\section*{Modified Luttinger parameters and the split-off mass in the eight-band model}

The four-band Luttinger Hamiltonian describes the $\Gamma_8$ hole bands with the constants $\gamma_1,\gamma_2,\gamma_3,\kappa$, which sum the $\mathbf{k}\cdot\mathbf{p}$ coupling to every other band. An eight-band simulator keeps the $\Gamma_6$ conduction band in the matrix. The $\Gamma_6$ share must then be removed from the constants, or it is counted twice. This text derives that share, the modified (primed) parameters used by Pidgeon and Brown, and the mass of the split-off band that the same model implies.

\subsection*{Conventions and premises}

Energies are electron energies in eV, counted upward from the $\Gamma_8$ edge. The $\Gamma_6$ edge lies at $E_g$, which is negative for an inverted band order, and the $\Gamma_7$ edge at $-\Delta$. The electron charge is $-e$ with $e>0$, $\mu_B=e\hbar/2m_0$, $\{AB\}=(AB+BA)/2$, and $\varepsilon=\hbar^2k^2/2m_0$ with $\hbar^2/2m_0=0.0381$ eV\,nm$^2$. Labels are those of zinc blende. In diamond crystals the $\Gamma_2'$ state plays the part of $S$ and $\Gamma_{25}'$ that of $X,Y,Z$, with the same algebra.

\begin{enumerate}
\item[P1.] The periodic part of the Bloch function obeys $H(\mathbf{k})=H_0+\hbar^2k^2/2m_0+(\hbar/m_0)\mathbf{k}\cdot\mathbf{p}$. The $k$-dependent spin--orbit term is dropped. An alloy is treated as a virtual crystal with full cubic symmetry.
\item[P2.] The basis is $\{S,X,Y,Z\}$ times spin, with real, spin-independent orbital functions. Spin--orbit coupling acts only inside the $X,Y,Z$ triplet.
\item[P3.] All other (remote) bands enter in second order. Their contribution is spin-independent, and their energy denominators are the same at the $\Gamma_8$ and $\Gamma_7$ edges.
\item[P4.] Terms that exist only without an inversion centre (the $k$-linear $\Gamma_8$ term and the $k^2$ coupling of $S$ to $X,Y,Z$) are dropped.
\end{enumerate}

\subsection*{Step 1: the eight-band matrix}

The momentum transforms like $X,Y,Z$, so $\langle S|p_a|X_b\rangle$ vanishes for $a\ne b$ and has one value for $a=b$. Between real functions it is imaginary, which makes the Kane parameter real:
\begin{equation}
P=-\frac{i\hbar}{m_0}\langle S|p_x|X\rangle ,\qquad E_P=\frac{2m_0P^2}{\hbar^2}.
\end{equation}
Hence $H_{Sj}=iPk_j$ and $H_{iS}=-iPk_i$. An element such as $\langle X|p_y|Z\rangle$ is symmetric in $X\leftrightarrow Z$ by tetrahedral symmetry and antisymmetric because it is imaginary and Hermitian, so it vanishes.

On the triplet define the matrices $(I_a)_{ij}=-i\epsilon_{aij}$, which represent angular momentum 1, and $\mathbf{J}=\mathbf{I}+\boldsymbol{\sigma}/2$. The operator $\mathbf{I}\cdot\boldsymbol{\sigma}=j(j+1)-2-\tfrac34$ equals $1$ for $j=\tfrac32$ and $-2$ for $j=\tfrac12$, so
\begin{equation}
H_{\rm so}=\frac{\Delta}{3}\,(\mathbf{I}\cdot\boldsymbol{\sigma}-1)
\end{equation}
puts $\Gamma_8$ at $0$ and $\Gamma_7$ at $-\Delta$. The conduction block is $H_{cc}=E_g+(1+2F)\varepsilon$, with $F$ the remote contribution. The valence block is $H_{vv}=H_{\rm so}+D'$. By P3 and cubic symmetry, the part of $D'$ symmetric in the components of $\mathbf{k}$ has three constants, written as
\begin{equation}
D'=-\frac{\hbar^2}{2m_0}\Big[\gamma_1'k^2-6\gamma_2'\sum_a k_a^2\big(I_a^2-\tfrac23\big)-12\gamma_3'\sum_{a<b}\{k_ak_b\}\{I_aI_b\}\Big].
\label{eq:D}
\end{equation}
Step 3 shows that these names match the Luttinger convention. The free-electron term sits in $\gamma_1'$ as $-1$. In a magnetic field $D'$ also carries a term along $\mathbf{I}\cdot\mathbf{B}$ and the spin Zeeman term $\mu_B\boldsymbol{\sigma}\cdot\mathbf{B}$.

\subsection*{Step 2: eliminating $\Gamma_6$}

Write the eigenproblem as $H_{cc}\psi_c+H_{cv}\psi_v=E\psi_c$ and $H_{vc}\psi_c+H_{vv}\psi_v=E\psi_v$. The first line gives $\psi_c=(E-H_{cc})^{-1}H_{cv}\psi_v$, and the second becomes, with no approximation,
\begin{equation}
\big[H_{vv}+W(E)\big]\psi_v=E\psi_v,\qquad W(E)=H_{vc}(E-H_{cc})^{-1}H_{cv}.
\label{eq:schur}
\end{equation}
The two outer factors already supply $k^2$. To order $k^2$, near a band edge $E_0$, the denominator is therefore $E_0-E_g$:
\begin{equation}
W(E_0)=\frac{\hbar^2}{2m_0}\,\frac{E_P}{E_0-E_g}\,K,\qquad K_{ij}=k_ik_j ,
\label{eq:W}
\end{equation}
times the unit matrix in spin.

The order of the factors in $K$ matters in a magnetic field. With $\hbar\mathbf{k}=-i\hbar\nabla+e\mathbf{A}$ one has $[k_i,k_j]=-i(e/\hbar)\epsilon_{ijl}B_l$, which is the $ij$ element of $(e/\hbar)\,\mathbf{I}\cdot\mathbf{B}$. From the definition of $I_a$,
\begin{equation}
(I_aI_b)_{ij}=\epsilon_{ail}\,\epsilon_{bjl}=\delta_{ab}\delta_{ij}-\delta_{aj}\delta_{bi},
\end{equation}
so $\sum_{ab}\{k_ak_b\}\{I_aI_b\}_{ij}=k^2\delta_{ij}-\{k_ik_j\}$. Splitting $k_ik_j=\{k_ik_j\}+\tfrac12[k_i,k_j]$ gives
\begin{equation}
K=k^2-\sum_{ab}\{k_ak_b\}\{I_aI_b\}+\frac{e}{2\hbar}\,\mathbf{I}\cdot\mathbf{B}.
\label{eq:K}
\end{equation}
This matrix is invariant under all rotations: the $\Gamma_6$ share is isotropic.

\subsection*{Step 3: projection on $\Gamma_8$ and $\Gamma_7$}

By the Wigner--Eckart theorem, a tensor operator projected on one multiplet $j$ is proportional to the tensor of the same rank built from $\mathbf{J}$. One matrix element fixes the factor. In $j=\tfrac32$ take the state $m=\tfrac32$, which has $I_z=1$ and spin up. For the vector, $I_z=1$ against $J_z=\tfrac32$ gives $\tfrac23$. For the traceless rank-2 tensor, $I_z^2-\tfrac23=\tfrac13$ against $J_z^2-\tfrac54=1$ gives $\tfrac13$. Thus, inside $\Gamma_8$,
\begin{equation}
\mathbf{I}\to\tfrac23\mathbf{J},\qquad \{I_aI_b\}-\tfrac23\delta_{ab}\to\tfrac13\big(\{J_aJ_b\}-\tfrac54\delta_{ab}\big).
\label{eq:proj}
\end{equation}
A doublet carries no rank-2 tensor, so inside $\Gamma_7$ one has $\{I_aI_b\}\to\tfrac23\delta_{ab}$.

The Luttinger Hamiltonian in the electron picture is
\begin{align}
H_L={}&-\frac{\hbar^2}{2m_0}\Big[\big(\gamma_1+\tfrac52\gamma_2\big)k^2-2\gamma_2\sum_ak_a^2J_a^2-4\gamma_3\sum_{a<b}\{k_ak_b\}\{J_aJ_b\}\Big]\nonumber\\
&-2\mu_B\kappa\,\mathbf{J}\cdot\mathbf{B}-2\mu_Bq\sum_aJ_a^3B_a .
\label{eq:HL}
\end{align}
Applying Eq.~(\ref{eq:proj}) to Eq.~(\ref{eq:D}) turns $6\gamma_2'$ into $2\gamma_2'$, $12\gamma_3'$ into $4\gamma_3'$, and produces $+\tfrac52\gamma_2'k^2$. This is the first line of Eq.~(\ref{eq:HL}) with primed constants. The two magnetic terms of $D'$ project on $\mathbf{J}\cdot\mathbf{B}$ and define $\kappa'$. Since $\boldsymbol{\sigma}=2(\mathbf{J}-\mathbf{I})\to\tfrac23\mathbf{J}$, the spin Zeeman term contributes $-\tfrac13$ to $\kappa'$.

For $K$, Eq.~(\ref{eq:proj}) gives $\{I_aI_b\}\to\tfrac13\{J_aJ_b\}+\tfrac14\delta_{ab}$, because $\tfrac23-\tfrac5{12}=\tfrac14$. Therefore
\begin{equation}
K_{88}=\tfrac34k^2-\tfrac13\sum_ak_a^2J_a^2-\tfrac23\sum_{a<b}\{k_ak_b\}\{J_aJ_b\}+\frac{e}{3\hbar}\mathbf{J}\cdot\mathbf{B},
\label{eq:K8}
\end{equation}
and $K_{77}=\tfrac13k^2$ at $B=0$. At $B=0$, with $\mathbf{J}$ quantised along $\mathbf{k}$, $K_{88}=(\tfrac34-\tfrac13m^2)k^2$, which is $0$ for $m=\pm\tfrac32$ and $\tfrac23k^2$ for $m=\pm\tfrac12$. The $\Gamma_6$ coupling is thus shared as $0:\tfrac23:\tfrac13$ among the heavy, light and split-off states.

\subsection*{Step 4: the modified parameters}

The Luttinger constants are defined at the $\Gamma_8$ edge, $E_0=0$. There Eq.~(\ref{eq:W}) reads $W=-(\hbar^2/2m_0)\,rK$ with $r=E_P/E_g$. The block that links $\Gamma_8$ to $\Gamma_7$ is of order $k^2$ and acts across the gap $\Delta$, so it first contributes at order $k^4$. To order $k^2$, then, $H_L=D'_{88}+W_{88}$. The matrices multiplying each constant in Eq.~(\ref{eq:HL}) are linearly independent, so coefficients can be equated. With $\delta\gamma=\gamma-\gamma'$,
\begin{equation}
2\,\delta\gamma_2=\tfrac13r,\qquad 4\,\delta\gamma_3=\tfrac23r,\qquad \delta\gamma_1+\tfrac52\delta\gamma_2=\tfrac34r ,
\end{equation}
and the last relation gives $\delta\gamma_1=(\tfrac34-\tfrac5{12})r=\tfrac13r$. The magnetic term is $-(\hbar^2/2m_0)(e/3\hbar)\,r\,\mathbf{J}\cdot\mathbf{B}=-\tfrac13r\mu_B\mathbf{J}\cdot\mathbf{B}$, which must equal $-2\mu_B\,\delta\kappa\,\mathbf{J}\cdot\mathbf{B}$. No $J_a^3$ term appears, so $q$ is unaffected. The result is
\begin{equation}
\gamma_1'=\gamma_1-\frac{E_P}{3E_g},\quad \gamma_2'=\gamma_2-\frac{E_P}{6E_g},\quad \gamma_3'=\gamma_3-\frac{E_P}{6E_g},\quad \kappa'=\kappa-\frac{E_P}{6E_g}.
\label{eq:main}
\end{equation}
The denominator holds $E_g$ alone, with no $\Delta$, because the expansion point is the $\Gamma_8$ edge.

\subsection*{Step 5: what does not change}

The shifts stand in the ratio $2:1:1:1$, so $\gamma_1-2\gamma_2$, $\gamma_1-2\gamma_3$, $\gamma_3-\gamma_2$ and $\gamma_2-\kappa$ are the same with and without primes. Their meaning follows from Eq.~(\ref{eq:HL}) at $B=0$. Along [001] the bracket is $[\gamma_1-2\gamma_2(J_z^2-\tfrac54)]k^2$. Along $\mathbf{n}\parallel$ [111], $\sum_ak_a^2J_a^2=\tfrac54k^2$ and $\sum_{a<b}\{J_aJ_b\}=\tfrac32(J_n^2-\tfrac54)$ with $k_ak_b=k^2/3$, so the bracket is $[\gamma_1-2\gamma_3(J_n^2-\tfrac54)]k^2$. Defining masses by $E=-\hbar^2k^2/2m$,
\begin{equation}
\frac{m_0}{m_{hh}^{[001]}}=\gamma_1-2\gamma_2,\quad \frac{m_0}{m_{hh}^{[111]}}=\gamma_1-2\gamma_3,\quad \frac{m_0}{m_{l}^{[001]}}=\gamma_1'+2\gamma_2'+\frac{2E_P}{3E_g}.
\end{equation}
On these two axes the heavy hole is the pure $m=\pm\tfrac32$ state, which $\Gamma_6$ does not see. The difference $\gamma_3-\gamma_2$ measures warping, which an isotropic term cannot alter.

Off these axes the invariance is only approximate. The five matrices $J_z^2-\tfrac54$, $(J_x^2-J_y^2)/\sqrt3$ and $2\{J_aJ_b\}/\sqrt3$ anticommute and square to unity for $j=\tfrac32$. Squaring the traceless part of the bracket gives the eigenvalues
\begin{equation}
\gamma_1k^2\pm2\big[\gamma_2^2k^4+3(\gamma_3^2-\gamma_2^2)(k_x^2k_y^2+k_y^2k_z^2+k_z^2k_x^2)\big]^{1/2}.
\end{equation}
Along [110] the second term is $\pm k^2(\gamma_2^2+3\gamma_3^2)^{1/2}$. With $g=(\gamma_2+3\gamma_3)/4$ and $\eta=\gamma_3-\gamma_2$, $\gamma_2^2+3\gamma_3^2=4g^2+\tfrac34\eta^2$. The heavy branch takes the sign opposite to that of $g$, and for $|g|\gg|\eta|$
\begin{equation}
\frac{m_0}{m_{hh}^{[110]}}\simeq\gamma_1'-\tfrac12(\gamma_2'+3\gamma_3')-\frac{3\eta^2}{16g}.
\label{eq:110}
\end{equation}
Only the last term depends on the gap, and it vanishes as $E_g\to0$.

\subsection*{Step 6: folding back at the $\Gamma_7$ edge}

Now expand Eq.~(\ref{eq:schur}) about $E_0=-\Delta$, at $B=0$. The denominator in Eq.~(\ref{eq:W}) is $-(E_g+\Delta)$. By Step 3, $D'_{77}=-\gamma_1'\varepsilon$ and $K_{77}=k^2/3$. The $\Gamma_7$--$\Gamma_8$ block again enters at order $k^4$. Hence $E_{so}=-\Delta-\hbar^2k^2/2m_{so}$ with the isotropic mass
\begin{equation}
a\equiv\frac{m_0}{m_{so}}=\gamma_1'+\frac{E_P}{3(E_g+\Delta)}.
\label{eq:so1}
\end{equation}
Inserting Eq.~(\ref{eq:main}) and $1/E_g-1/(E_g+\Delta)=\Delta/[E_g(E_g+\Delta)]$ gives
\begin{equation}
\frac{m_0}{m_{so}}=\gamma_1-C,\qquad C=\frac{E_P\,\Delta}{3E_g(E_g+\Delta)}.
\label{eq:so2}
\end{equation}
A six-band valence model, which uses Eq.~(\ref{eq:D}) with unprimed constants, yields $m_0/m_{so}=\gamma_1$. It evaluates the $\Gamma_6$ denominator at the wrong edge, and $C$ repairs this. For $E_g>0$ the split-off hole is heavier than $m_0/\gamma_1$. As $E_g\to0$ both $\gamma_1$ and $C$ diverge while Eq.~(\ref{eq:so1}) stays finite.

The first correction follows for $\mathbf{k}\parallel$ [001]. There $I_z^2=1-\Pi$, with $\Pi$ the projector on $Z$, and $K=k^2\Pi$, so the exact valence operator is $H_{\rm so}-(\gamma_1'-2\gamma_2')\varepsilon+u\,\varepsilon\,\Pi$ with $u=-6\gamma_2'+E_P/[E-E_g-(1+2F)\varepsilon]$. In the light and split-off states of equal $m$, $\Pi$ has diagonal elements $\tfrac23$ and $\tfrac13$; from $\Pi^2=\Pi$ the squared off-diagonal element is $\tfrac13-\tfrac19=\tfrac29$. Expanding $u$ about $u_0=-6\gamma_2'-E_P/(E_g+\Delta)$ with $E=-\Delta-a\varepsilon$, and adding the second-order repulsion by the light state a distance $\Delta$ above,
\begin{equation}
E_{so}=-\Delta-a\varepsilon+b\varepsilon^2,\qquad b=\frac{E_P(a+1+2F)}{3(E_g+\Delta)^2}-\frac{2u_0^2}{9\Delta}.
\label{eq:b}
\end{equation}
No power of $1/E_g$ appears.

\subsection*{Range of validity}

\emph{Light band.} Keep only $\Gamma_6$ and the light state in Eq.~(\ref{eq:schur}) and drop the remote terms: $E(E-E_g)=\tfrac23E_P\varepsilon$. The root that starts at zero is $E=-T+T^2/E_g+\dots$ with $T=2E_P\varepsilon/3E_g$. The unprimed constants therefore describe the light band only for $|E|\ll|E_g|$. At $E_g=0$ they do not exist, and the dispersion is linear, $E=\pm\hbar vk$ with $v=(E_P/3m_0)^{1/2}$. The primed constants and the eight-band matrix remain regular.

\emph{Split-off band.} Equation (\ref{eq:so1}) needs a kinetic energy small against both $\Delta$ and $|E_g+\Delta|$. It survives the gap closing and fails when $\Gamma_6$ approaches $\Gamma_7$.

\emph{Remote bands.} Equation (\ref{eq:main}) does not rest on P3: whatever the remote bands give at the $\Gamma_8$ edge defines the primed constants. The transfer of $\gamma_1'$ to $\Gamma_7$ does rest on it, and the use of one $P$ for both valence multiplets rests on P2. If the remote sum $\gamma_1'+1$ came from bands at one energy $E_r$ above $\Gamma_8$, the longer denominator would lower $a$ by $(\gamma_1'+1)\Delta/(E_r+\Delta)$. Spin--orbit splitting of the remote bands adds terms of similar order. This shift and $C$ are both linear in small $\Delta$, so $C$ dominates only if $E_g\ll E_r$. Where the $s$-like zone-centre gap is comparable with $E_r$, Eq.~(\ref{eq:so2}) keeps one correction and omits its equal.

\emph{Other limits.} The $k^2$ coupling dropped in P4 gives $k^3$ terms after folding and leaves the masses intact. The $k$-linear term splits the $\Gamma_8$ bands and outweighs the quadratic terms close enough to $k=0$. Strain splits $\Gamma_8$, mixes it with $\Gamma_7$ and changes the denominators. Heterostructures need an operator ordering for position-dependent constants, which is not treated here. Finally, $E_P$ and $E_g$ in Eq.~(\ref{eq:main}) must belong to the temperature and composition at which the unprimed constants were fixed.

\subsection*{Illustration: Hg$_{1-x}$Cd$_x$Te across the gap closing}

The inputs are typical values for the Hg-rich end, assumed here and held fixed: $E_P=18.8$ eV, $\Delta=1.0$ eV, $F=0$, $\gamma_1'=4.1$, $\gamma_2'=0.5$, $\gamma_3'=1.3$, $\kappa'=-0.4$. They give $P=0.846$ eV\,nm. The gap is the only variable. For orientation, typical low-temperature gaps are about $-0.30$ eV at $x=0$, zero near $x\approx0.17$ and about $0.25$ eV near $x\approx0.3$. Each entry below is the model's and is rounded separately; a negative $m_l$ means that the light $\Gamma_8$ band curves upward and acts as the conduction band.

\begin{center}
\begin{tabular}{lrrrrr}
\hline
$E_g$ (eV) & $-0.30$ & $-0.10$ & $0$ & $0.10$ & $0.25$\\
\hline
$\gamma_1$ & $-16.8$ & $-58.6$ & pole & $66.8$ & $29.2$\\
$\gamma_2$ & $-9.9$ & $-30.8$ & pole & $31.8$ & $13.0$\\
$\gamma_3$ & $-9.1$ & $-30.0$ & pole & $32.6$ & $13.8$\\
$\kappa$ & $-10.8$ & $-31.7$ & pole & $30.9$ & $12.1$\\
$m_l^{[001]}/m_0$ & $-0.027$ & $-0.0083$ & linear & $0.0077$ & $0.018$\\
$C$ & $-29.8$ & $-69.6$ & pole & $57.0$ & $20.1$\\
$m_0/m_{so}$ & $13.1$ & $11.1$ & $10.4$ & $9.8$ & $9.1$\\
$m_{so}/m_0$ & $0.077$ & $0.090$ & $0.096$ & $0.10$ & $0.11$\\
\hline
\end{tabular}
\end{center}

All four Luttinger constants pass through a pole and change sign. The invariants stay at $\gamma_1-2\gamma_2=3.1$, $\gamma_1-2\gamma_3=1.5$ and $\gamma_3-\gamma_2=0.8$, so the model's heavy-hole masses are $0.32\,m_0$ along [001] and $0.67\,m_0$ along [111] in every column. Along [110] the inverse mass is $1.91$ at $E_g=-0.30$ eV and $1.90$ at $0.10$ eV, next to the gap-independent part $1.9$ of Eq.~(\ref{eq:110}). The six-band rule $m_0/m_{so}=\gamma_1$ would be too large by a factor $6.8$ at $E_g=0.10$ eV and would have the wrong sign for the inverted gaps in the table.

At $E_g=0.10$ eV the light band departs from its parabola by 10\% at $T=10$ meV, that is at $k=0.046$ nm$^{-1}$, close to the thermal energy of $6.6$ meV at 77 K. At $E_g=0$ the model's velocity is $v=1.05\times10^6$ m/s. For the split-off band at $E_g=0$, $u_0=-21.8$ and Eq.~(\ref{eq:b}) gives $b=71.2-105.6=-34.4$ eV$^{-1}$. At $a\varepsilon=0.1$ eV, or $k=0.50$ nm$^{-1}$, the correction $|b|\varepsilon/a$ is only 3\%.

The table also shows why primed constants are the better data to store for this alloy. At $E_g=0.10$ eV the subtracted term $E_P/3E_g$ is $62.7$. A 1\% mismatch in $E_P/E_g$ shifts the extracted $\gamma_1'$ by $0.63$, which is 15\% of its value.

Three neglected effects limit the split-off mass. With an assumed $E_r=5$ eV, the remote denominator lowers $a$ by $0.85$, or 8\% at $E_g=0$; this is small against $|C|$, which exceeds 20 in every finite column. With a typical $\gamma_1'\approx1.5$ for CdTe, linear interpolation lowers $\gamma_1'$ by $0.78$ at $x=0.3$, or 9\% of $a$ in the last column, and the fixed set should not be carried toward CdTe. A typical $\Delta\approx1.08$ eV for HgTe changes the first column from $13.1$ to $12.1$. Each effect is near one unit in $a$, against a total drift of $3.9$ across the table, so the downward trend of $a$ with rising gap holds while its slope is uncertain. The model's split-off mass at the gap closing is thus about $0.1\,m_0$, with an uncertainty of order 10\% from these terms, and it varies smoothly while the light mass passes through zero.